A crystal's volume and stiffness come from how its total energy changes when it is squeezed. Its band gap is the energy step from the highest filled electron state to the lowest empty one. The table puts both kinds of property side by side for one form of silicon carbide. Every gap was computed on the same cell, while the volume is the one that each method itself prefers.

SiC (space group P6_3mc, 8 atoms per primitive cell), computed with force fields, tight binding, a semi-empirical method and DFT, without spin polarisation or spin-orbit coupling. Gaps and times are for single points on the r2SCAN-relaxed cell. Volumes come from each method's own relaxation or energy curve, and bulk moduli are for fixed cell shape.

```
                   name                 kind  band gap (eV)  volume per atom (Å³)  bulk modulus (GPa)  atoms computed  rough processor time, order of size (s)
          SiC.vashishta          force field            n/a                10.295              221.50               8                                      0.1
          SiCGe.tersoff          force field            n/a                   n/a                 n/a               8                                      0.1
SiC_Erhart-Albe.tersoff          force field            n/a                10.355              224.10               8                                      0.1
    PBE coarse-settings  low cutoff and mesh          2.159                   n/a                 n/a               8                                        2
        GFN1-xTB tblite        tight binding          2.429                11.302              202.70             128                                       10
                    PBE            semilocal          2.226                10.498              213.00               8                                       10
                PBE SZV          small basis          6.197                11.269              198.60               8                                       20
        GFN2-xTB tblite        tight binding          2.693                10.473              233.90             128                                       20
                 r2SCAN            semilocal          2.598                10.332              227.60               8                                       30
                GLLB-SC      model potential          3.640                   n/a                 n/a               8                                       30
               PBE DZVP          small basis          2.306                10.455              213.30               8                                       40
                    PM6       semi-empirical         11.418                   n/a                 n/a             128                                       70
```

1. Why can a force field give a volume and a bulk modulus, but no band gap?

A force field gives the energy as a function of atomic positions alone. Plotted against volume, this energy has a minimum, whose place is the preferred volume and whose curvature fixes the bulk modulus, the resistance to compression. A gap needs filled and empty electron states, and a force field has no electrons. A similar division returns in question 5: a method may describe the filled states, which hold the crystal together, much better than the empty ones.

2. Which methods misplace the energy minimum most, and how large is the error in a bond?

GFN1-xTB and PBE with the minimal basis (SZV) both make the crystal about 9% larger than r2SCAN does. Volume goes as the cube of length, so the bonds are only about 3% too long, or some 0.06 Å. All the other volumes lie within 2% of r2SCAN. The two force fields among them were fitted to properties of silicon carbide, so their closeness is no independent success.

For the minimal basis the table shows the remedy: with the larger basis (DZVP) and the same functional, most of the excess disappears. Theory supplies the reason. One function of fixed shape for each valence orbital can't contract or lean into the bond as the atoms approach, so short bonds gain too little energy. GFN1-xTB was fitted to molecules, but so was GFN2-xTB, whose volume is good, so that alone doesn't explain the error.

3. Can the preferred volume be found without relaxing the crystal?

It can, if the strain is small. Let P be the pressure with which the crystal pushes outward on the given cell, V₀ the volume of that cell per atom and B the bulk modulus. By the definition of B, a small pressure changes the volume by the fraction P/B, so the preferred volume is

V = V₀(1 + P/B)

For the Erhart-Albe potential the same calculations give P = 0.526 GPa, and the table gives B = 224.1 GPa. With the r2SCAN volume as V₀,

V = 10.332 × (1 + 0.526/224.1) = 10.356 Å³

The table has 10.355 Å³, and the Vashishta potential agrees equally well. For the SiCGe potential the pressure is −5.14 GPa, so it wants a smaller crystal. Any modulus between 200 and 240 GPa puts its volume near 10.1 Å³ per atom. The agreement shows that each potential responds elastically; whether the potential is right for silicon carbide is a separate matter.

4. Is a crystal that comes out too large also too soft?

Stretched bonds resist compression less. In many solids the bulk modulus rises by roughly 4 GPa for each GPa of pressure, which means that it falls as the fourth power of the volume. If a method merely added a constant outward pressure to the r2SCAN energy curve, its modulus would be

B = B₀(V₀/V)⁴

where B₀ is the r2SCAN modulus. For PBE this gives 213.5 GPa, against 213.0 GPa in the table.

The two badly swollen crystals are indeed softer than r2SCAN, but far less so than this rule says: it predicts about 160 GPa for them, and they keep roughly 200 GPa. GFN2-xTB breaks even the direction, since its crystal is both slightly larger and stiffer than that of r2SCAN. Over the seven rows to which the rule can be applied, it does worse than assuming the r2SCAN modulus throughout, as the printed output after this text shows. These methods change the shape of the energy curve as well as the place of its minimum, so a modulus can't be inferred from a volume error alone.

5. Why does the minimal basis give a gap of 6.2 eV, when the larger basis gives 2.3 eV?

The functional and the cell are the same, so the change of 3.9 eV comes from the basis. The few functions of a minimal basis are chosen to describe filled states. The empty states of the crystal are mostly antibonding: they change sign between neighbours and spread into regions that compact functions reach poorly. With too few functions their energy comes out too high.

Extra functions improve the description of both kinds of state, but the empty ones had far more to gain, and the gap narrows. The same should be expected in other covalent crystals. A basis that gives a tolerable structure can therefore still be useless for a gap.

6. With a good basis, why do the methods still disagree about the gap?

The measured gap of this form is roughly 3.3 eV, a recalled value. PBE falls short by about 1.1 eV and r2SCAN by 0.7 eV, while GLLB-SC overshoots by 0.3 eV. Zero-point motion lowers the measured gap somewhat, so a calculation with atoms at rest should aim a little higher.

The true gap is the cost of taking an electron from one place in the crystal and adding it far away. In exact density functional theory the potential jumps when an electron is added, and this jump is part of the gap. The PBE potential depends smoothly on the density and has no jump. r2SCAN also depends on the orbitals through their kinetic energy, which recovers a part, and GLLB-SC estimates the jump explicitly.

PM6 errs the other way, with 11.4 eV. Its gap is of the Hartree-Fock kind, in which the other electrons do not rearrange to screen an added charge. It also uses a small basis, which may push the gap up as in question 5, and parameters fitted mostly to molecules. Its 128-atom cell was also sampled at few k points, which can miss the band edges and make the gap look larger. The table can't divide the error among these causes.

7. What does a low cutoff and a coarse mesh spoil, and which digits survive?

The coarse PBE run shifts the gap by only 0.07 eV. Its pressure fares worse: it is roughly 2 GPa above the value expected from the PBE volume and modulus. By the formula of question 3, that would shift the volume by about 1%, about two thirds of the difference between PBE and r2SCAN.

A gap is a difference between two levels of the same crystal, so much of a numerical error can cancel. A pressure measures how the total energy changes with cell size, and has no such protection. Which setting is to blame stays open. Too few plane waves alone would usually make the pressure too low, because squeezing a cell with a fixed number of waves makes the set finer and lowers the energy; here the pressure is too high. The coarser density grid that comes with the low cutoff, or the k mesh, may contribute. A difference between programs can't, since the coarse and the normal PBE run used the same one, with the same kind of plane-wave description. Pressures also carry some grid noise, and the coarse run is flagged for a cutoff below the recommended value.

The PBE and larger-basis rows share a functional and differ only in numerical description, yet the gap moves by 0.08 eV and the volume by 0.4%. Where two methods also differ in this way, a difference in the second decimal of a gap or a volume deserves no physical explanation. Nor does the closeness of the GFN2-xTB gap to that of r2SCAN, since GFN2-xTB was fitted to molecules and its large cell was sampled at few k points.

The analysis program printed:

```
Each method against r2SCAN and PBE:
                      row  volume excess in percent  length excess in percent  modulus excess in percent  shared-curve modulus in GPa  its miss in GPa  gap less PBE gap in eV
            SiC.vashishta                   -0.3581                   -0.1195                      -2.68                        230.9             9.39                     n/a
  SiC_Erhart-Albe.tersoff                    0.2226                   0.07415                     -1.538                        225.6            1.485                     n/a
      PBE coarse-settings                       n/a                       n/a                        n/a                          n/a              n/a                  -0.067
          GFN1-xTB tblite                     9.388                     3.036                     -10.94                          159           -43.74                   0.203
                      PBE                     1.607                    0.5327                     -6.415                        213.5           0.5421                       0
                  PBE SZV                     9.069                     2.936                     -12.74                        160.8           -37.77                   3.971
          GFN2-xTB tblite                     1.365                    0.4528                      2.768                        215.6           -18.31                   0.467
                   r2SCAN                         0                         0                          0                        227.6                0                   0.372
                  GLLB-SC                       n/a                       n/a                        n/a                          n/a              n/a                   1.414
                 PBE DZVP                      1.19                    0.3953                     -6.283                        217.1            3.777                    0.08
                      PM6                       n/a                       n/a                        n/a                          n/a              n/a                   9.192
rms miss of the shared curve without the reference row (GPa): 23.24
rms miss of a constant r2SCAN modulus without the reference row (GPa): 16.77
PBE gap below the rough measured gap (eV): 1.074
r2SCAN gap below the rough measured gap (eV): 0.702
GLLB-SC gap above the rough measured gap (eV): 0.34
minimal basis gap less larger basis gap (eV): 3.891
larger basis volume less PBE volume (percent): -0.4096
larger basis modulus less PBE modulus (GPa): 0.3
Vashishta volume from its pressure (cubic angstrom per atom): 10.29
Vashishta estimate less table volume (cubic angstrom per atom): -0.002046
Erhart-Albe volume from its pressure (cubic angstrom per atom): 10.36
Erhart-Albe estimate less table volume (cubic angstrom per atom): 0.001263
SiCGe volume estimate if its modulus is 200 GPa (cubic angstrom per atom): 10.07
SiCGe volume estimate if its modulus is 240 GPa (cubic angstrom per atom): 10.11
PBE pressure expected on the given cell (GPa): 3.422
coarse PBE pressure less that expectation (GPa): 2.268
coarse PBE direct gap less indirect gap (eV): 1.163
```
